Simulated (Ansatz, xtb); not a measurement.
Relative energy of two isomers of C2H4BFO

Structure a: `B[C@@H]1O[C@H]1F`, a singlet. Structure b: `B[C@@H]1O[C@@H]1F`, a singlet. Both are isolated molecules in the gas phase, relaxed with PBE-D3(BJ)/def2-SVP; the shapes shown needn't be the lowest conformers.

a (Å):

```xyz
9

C     0.5191    1.3709    0.0472
C     0.1002    1.0230    1.4540
B    -0.2182    2.5176   -0.6679
F     1.0708    0.6304    2.3205
O    -0.2296    0.1557    0.4594
H     0.4214    3.4609   -1.0910
H    -1.4308    2.5102   -0.7428
H     1.5926    1.1569   -0.1146
H    -0.7152    1.5391    1.9980
```

b (Å):

```xyz
9

C     0.6346    1.8475    0.1948
C     0.3750    1.2228    1.5353
B    -0.5237    1.9684   -0.8222
F    -0.8703    0.7782    1.8618
O     1.0742    0.4905    0.6282
H    -1.1787    0.9997   -1.1408
H    -0.7768    3.0657   -1.2821
H     1.4682    2.5776    0.1930
H     0.8984    1.5846    2.4444
```

Energies in hartree; the thermal terms are from PBE-D3(BJ)/def2-SVP harmonic frequencies (ideal gas, rigid rotor, one conformer each, 298.15 K, 1 atm) and include the zero-point energy:

|  | a | b |
| --- | --- | --- |
| E, CCSD(T)/def2-SVP | −277.527694 | −277.528370 |
| E, MP2/def2-SVP | −277.470549 | −277.471141 |
| E, MP2/def2-TZVPP | −277.994764 | −277.994371 |
| zero-point energy | 0.058619 | 0.058489 |
| H(298 K) − E | 0.064783 | 0.064667 |
| G(298 K) − E | 0.030642 | 0.030498 |

Correct the CCSD(T) difference for the basis set by the MP2 change, then work out ΔE, ΔE₀, ΔH and ΔG for a → b in kJ/mol (1 Eh = 2625.50 kJ/mol) and the equilibrium ratio [b]/[a].

1. Differences b − a: CCSD(T) −0.000676, MP2 in the small set −0.000592, MP2 in the large set +0.000393 Eh.
2. ΔE = −0.000676 + (+0.000393 − (−0.000592)) = +0.000309 Eh = +0.81 kJ/mol.
3. ΔE₀ = ΔE + ΔZPE = +0.000309 + (−0.000130) Eh = +0.47 kJ/mol.
4. ΔH = ΔE + (−0.000116) Eh = +0.51 kJ/mol.
5. ΔG = ΔE + (−0.000144) Eh = +0.43 kJ/mol, so ΔS = (ΔH − ΔG)/T = +0.2 J/(mol K).
6. kT = 0.9442 mEh, so K = [b]/[a] = exp(−ΔG/kT) = exp(−0.17) ≈ 0.84.

The two are too close for this level to say which is favoured. An error of 4 kJ/mol in ΔG would change K by a factor of 5. Mirror images and further conformers aren't counted.

As drawn, both hold the same kinds of bond in the same numbers.

Other levels gave ΔE = +0.7 (GFN2-xTB); +0.1 (HF/STO-3G, GFN2-xTB geometries); −0.2 (r2SCAN-D4/def2-SVP, GFN2-xTB geometries); +0.7 (PBE-D3(BJ)/def2-SVP); −2.7 (HF/def2-SVP); −1.6 (MP2/def2-SVP); −1.8 (CCSD(T)/def2-SVP) kJ/mol. The correlated steps freeze 5 core orbitals. Programs: Ansatz 0.2.0, xtb 6.7.1.

The isomers are diastereomers of a boryl-fluorooxirane: boryl and fluorine lie on opposite faces of the ring in a (trans) and on the same face in b (cis). Near-degeneracy is reasonable, because the strained ring and all the bonds are common to both, leaving only through-space and stereoelectronic differences. In both structures the empty boron p orbital is oriented to overlap mainly with the ring C–C bond, so this stabilisation probably largely cancels. In the cis form, crowding is likely modest because BH2 is small and planar, and it may be offset by weak electrostatic attraction between fluorine and the electron-poor boron.

The sign of ΔE depends on the basis: enlarging it at MP2 level reverses the small preference for cis, possibly because the small set overstates the attraction between the neighbouring groups. Vibrational and entropic terms barely discriminate, as expected for such similar frameworks. The calculated ratio would apply only if the isomers could equilibrate, which requires breaking a ring bond or otherwise inverting a carbon centre, and no such pathway was examined.
